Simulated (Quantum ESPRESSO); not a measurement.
# Lattice heat capacity of KF and LiF against T/θ from LDA phonons, and the limits of a single Debye temperature

The harmonic lattice heat capacity and entropy of rocksalt KF and LiF are calculated from LDA phonons, per mole of atoms and at fixed volume. The problem is to decide whether the two crystals follow one curve once temperature is divided by the Debye temperature θ, and to find where that description fails. Here θ comes from the second moment of each phonon spectrum, not from a fit to the heat capacity. The heat capacity is measured against the classical limit of 24.94 J/(mol K), and the entropy against zero at absolute zero. If one number per crystal is enough, the heat stored by an optical window or a ceramic part can be estimated at any temperature without the full spectrum.

## Method

Known crystals without imaginary modes on mesh or path. The structures stem from measured cells of the Crystallography Open Database, directly or through a relaxation at another level; cell and atoms were relaxed at zero pressure at each row's own level, inside the symmetry of the start, with no thermal or zero-point expansion. Program: Quantum ESPRESSO 7.5, plane waves, LDA, PseudoDojo norm-conserving potentials, scalar-relativistic without spin-orbit coupling, no spin polarisation. Wave-function cutoff 1252 to 1497 eV (for both crystals the lower value in the phonon runs and the higher in the relaxations); on the k meshes (Γ-centred) the least product of divisions and cell-vector length runs from 27 to 34 Å, relaxations included. Residual pressures at rest stay under 0.01 GPa. Occupations: fixed. Harmonic modes at natural masses come from linear response (density functional perturbation theory), with the acoustic sum rule imposed. The sums run over phonons interpolated from the q mesh of each crystal (span 9 Å or more), at the static cell. The tabled runs alone: cutoff 1252 eV, k length 29 to 33 Å. The rows are a selection of points from finer curves.

Notes on method and selection:

- The second moment fixes the approach to the classical limit: C ≈ 3R(1 − θ²/(20T²)). At low T the lowest branches decide.
- Harmonic lattice part alone: no electronic or expansion terms. The 50 K rows are the least sure on these meshes.
- Runs that did not converge, have known faults or may not be shown are not listed, and runs on Ansatz's PAW sets soft_1 and soft_2 are kept to separate tables.

Columns:

- T over θ: temperature over the second-moment Debye temperature of the crystal.
- Debye temperature (K): Debye temperature from the second moment of the phonon density of states, (ħ/k)·√(5⟨ω²⟩/3).
- mass ratio: heaviest over lightest atomic mass.
- heat capacity (J/(mol K)): harmonic lattice heat capacity at constant volume per mole of atoms (classical limit 24.94).
- entropy (J/(mol K)): harmonic vibrational entropy per mole of atoms.

## Computed values

| member | crystal | T over θ | temperature (K) | Debye temperature (K) | mass ratio | heat capacity (J/(mol K)) | entropy (J/(mol K)) |
| --- | --- | --- | --- | --- | --- | --- | --- |
| 50 K | KF (rocksalt) | 0.143 | 50 | 350 | 2.06 | 5.65 | 2.25 |
| 100 K | KF (rocksalt) | 0.286 | 100 | 350 | 2.06 | 14.90 | 9.29 |
| 150 K | KF (rocksalt) | 0.429 | 150 | 350 | 2.06 | 19.43 | 16.31 |
| 200 K | KF (rocksalt) | 0.572 | 200 | 350 | 2.06 | 21.57 | 22.23 |
| 300 K | KF (rocksalt) | 0.857 | 300 | 350 | 2.06 | 23.34 | 31.37 |
| 500 K | KF (rocksalt) | 1.429 | 500 | 350 | 2.06 | 24.35 | 43.59 |
| 800 K | KF (rocksalt) | 2.286 | 800 | 350 | 2.06 | 24.71 | 55.13 |
| 50 K | LiF (rocksalt) | 0.073 | 50 | 684 | 2.74 | 0.76 | 0.21 |
| 100 K | LiF (rocksalt) | 0.146 | 100 | 684 | 2.74 | 5.68 | 2.05 |
| 150 K | LiF (rocksalt) | 0.219 | 150 | 684 | 2.74 | ? | ? |
| 200 K | LiF (rocksalt) | 0.292 | 200 | 684 | 2.74 | 15.25 | 9.27 |
| 300 K | LiF (rocksalt) | 0.439 | 300 | 684 | 2.74 | 19.66 | 16.41 |
| 500 K | LiF (rocksalt) | 0.731 | 500 | 684 | 2.74 | 22.79 | 27.36 |
| 800 K | LiF (rocksalt) | 1.170 | 800 | 684 | 2.74 | 24.06 | 38.41 |

Cells marked ? are withheld until the estimate has been made.

## Why the values move as they do

At equal temperature the crystals differ widely: at 100 K, KF has 14.90 J/(mol K) and LiF 5.68. At nearly equal T/θ most of the difference goes. KF at 0.143 has 5.65 and LiF at 0.146 has 5.68; at 0.429 and 0.439 the values are 19.43 and 19.66, a gap that the small difference in T/θ accounts for.

The scale factor is 684 / 350 = 1.95. Squared frequencies go as force constant over mass. With rough masses of 39, 19 and 7 for K, F and Li, the mean inverse mass is larger in LiF by a factor of (1/7 + 1/19) / (1/39 + 1/19) = 2.5, which raises θ by a factor of about 1.6. The remaining factor of about 1.2 fits the stiffer, shorter bonds of LiF.

The collapse is good at high temperature because there C ≈ 3R(1 − θ²/(20T²)), and θ is defined by the moment that enters this formula. For LiF at 800 K it gives 24.94 × (1 − 1/(20 × 1.170²)) = 24.03, against 24.06 in the table.

At low temperature the shape of the spectrum matters. The Debye function, C = 9R(T/θ)³ ∫ x⁴eˣ/(eˣ − 1)² dx from 0 to θ/T, gives about 4.8 J/(mol K) for KF at 50 K. The phonon sum of 5.65 is roughly 19 % larger, though the 50 K rows are the least sure. For LiF at 100 K the function gives about 5.0, and the phonon sum of 5.68 is roughly 13 % larger. Two causes are likely, though not separated here: real acoustic branches flatten towards the zone boundary, which places more modes at low frequency than in a Debye spectrum, and the high optical modes raise the second-moment θ above what the acoustic branches alone would give.

Entropy shows the departure from one curve more clearly. LiF at T/θ = 0.146 has 2.05 J/(mol K), less than the 2.25 of KF at the smaller value 0.143, whereas a common rising curve would require more. The larger mass ratio of LiF would by itself suggest a wider spread of frequencies and the opposite order. Transverse acoustic branches that are softer relative to the rest of the spectrum in KF are a possible cause, but the KF value is a 50 K row, so the phonon mesh may also play a part.

## Blind estimate

Plain estimates from the members shown:

- 150 K (LiF (rocksalt)), straight-line interpolation between 100 K and 200 K: w = (0.219 − 0.146) / (0.292 − 0.146) = 0.500, so 5.68 + 0.500 × (15.25 − 5.68) = 10.46 J/(mol K)
- 150 K (LiF (rocksalt)), from its own KF (rocksalt) value plus the mean shift LiF (rocksalt) − KF (rocksalt) over the other 6 members (−4.39, standard deviation 2.9): 19.43 − 4.39 = 15.04 J/(mol K)

The missing heat capacity of LiF at 150 K can be obtained from the entropies on either side. The straight-line estimate of 10.46 J/(mol K) is too low, because the heat capacity curve bends over between 100 and 200 K and lies above its chord. The mean shift from KF is of little use, since that shift has a standard deviation of 2.9.

At fixed volume the entropy gained between two temperatures is the integral of C/T. For LiF between 100 and 200 K it is 9.27 − 2.05 = 7.22 J/(mol K). Simpson's rule writes this integral as (100/6) × (C₁₀₀/100 + 4C₁₅₀/150 + C₂₀₀/200). Solved for the middle value:

C₁₅₀ = (150/4) × (6 × 7.22/100 − 5.68/100 − 15.25/200) = 11.26 J/(mol K).

The same steps for KF at 150 K, with an entropy gain of 22.23 − 9.29 = 12.94, give (150/4) × (6 × 12.94/100 − 14.90/100 − 21.57/200) = 19.48 against the tabulated 19.43, a miss of 0.05. A harsher trial, KF at 100 K from the rows at 50 and 150 K with an entropy gain of 16.31 − 2.25 = 14.06, gives (100/4) × (6 × 14.06/100 − 5.65/50 − 19.43/150) = 15.03 against 14.90, a miss of 0.13 over a threefold range of temperature. The LiF interval spans only a factor of two, as in the first trial, so the error is set slightly above that miss, at 0.06. No further shift for chemistry is needed, because the entropies already contain the LiF spectrum.

**Committed estimate, 150 K (LiF (rocksalt)): heat capacity = 11.26 ± 0.06 J/(mol K).**

## Outcome

| member | crystal | T over θ | temperature (K) | Debye temperature (K) | mass ratio | heat capacity (J/(mol K)) | entropy (J/(mol K)) |
| --- | --- | --- | --- | --- | --- | --- | --- |
| 150 K | LiF (rocksalt) | 0.219 | 150 | 684 | 2.74 | 11.25 | 5.45 |

| member | estimate | heat capacity (J/(mol K)) | computed | estimate − computed | miss in error bars |
| --- | --- | --- | --- | --- | --- |
| 150 K (LiF (rocksalt)) | committed | 11.26 | 11.25 | +0.01 | 0.2 |
| 150 K (LiF (rocksalt)) | interpolation | 10.46 | 11.25 | −0.79 |  |
| 150 K (LiF (rocksalt)) | shift from KF (rocksalt) | 15.04 | 11.25 | +3.79 |  |

The estimate of 11.26 J/(mol K) lies 0.01 above the computed 11.25, well inside its error bar of 0.06. It did better than both plain estimates: the straight line fell 0.79 short, as expected for a curve that bends over, and the shift from KF at equal temperature came out 3.79 too high.

The argument that held is thermodynamic. Entropy and heat capacity come from the same phonon spectrum, so the entropy gained between 100 and 200 K, together with the heat capacities at both ends and a smooth curve, fixes the value at 150 K closely. This confirms the integration rule but says little about why the spectrum has its shape.

The new value itself says more about that. At T/θ = 0.219 the phonon sum of 11.25 J/(mol K) exceeds the Debye function with θ = 684 K by roughly 6 %. The excess was roughly 13 % at 100 K, so the relative excess fades between 100 and 150 K, as it should when modes that lie low in the spectrum become fully excited.

## Outliers

Measured against the Debye function with each crystal's own θ, KF at 50 K stands out most: its 5.65 J/(mol K) is about 0.9 too high. LiF follows with an excess of about 0.7 at both 100 and 150 K. The sign is the one expected from the low-lying modes discussed above. For KF at 50 K the limited phonon mesh may contribute to the size.

LiF at 50 K departs from this pattern, since the function gives 0.76, the same as the table. This does not make its spectrum Debye-like. So far down, mainly long acoustic waves are excited, and their speed sets a Debye temperature of its own, which need not equal the second-moment value. A stiffer long-wave limit and the extra modes from flattening can cancel at one temperature. The 50 K rows are also the least sure, so the exact agreement carries little weight.

## What to take away

From T/θ of about 0.29 upwards, KF and LiF share one heat capacity curve to within about 0.05 J/(mol K), once the small differences in T/θ are allowed for. Near 0.15 both lie well above the Debye function, KF by about 0.9 and LiF by about 0.7, so they differ by about 0.2 on the common scale. A single second-moment θ therefore fails first at low temperature. Two rocksalt fluorides do not show how well another crystal would follow.

For practical use, LiF at 300 K stores 2 × 19.66 / 26 = 1.5 J/(g K) at constant volume, with a rough formula mass of 26 g/mol.

Two omitted or approximate effects can exceed the difference between the scaled curves. Thermal expansion raises the heat capacity at constant pressure above these values, and increasingly so at high temperature. LDA tends to make the bonds too short and the frequencies too high. If the frequencies of LiF were a tenth too high, its heat capacity at 100 K would come out too low by roughly 1 J/(mol K).
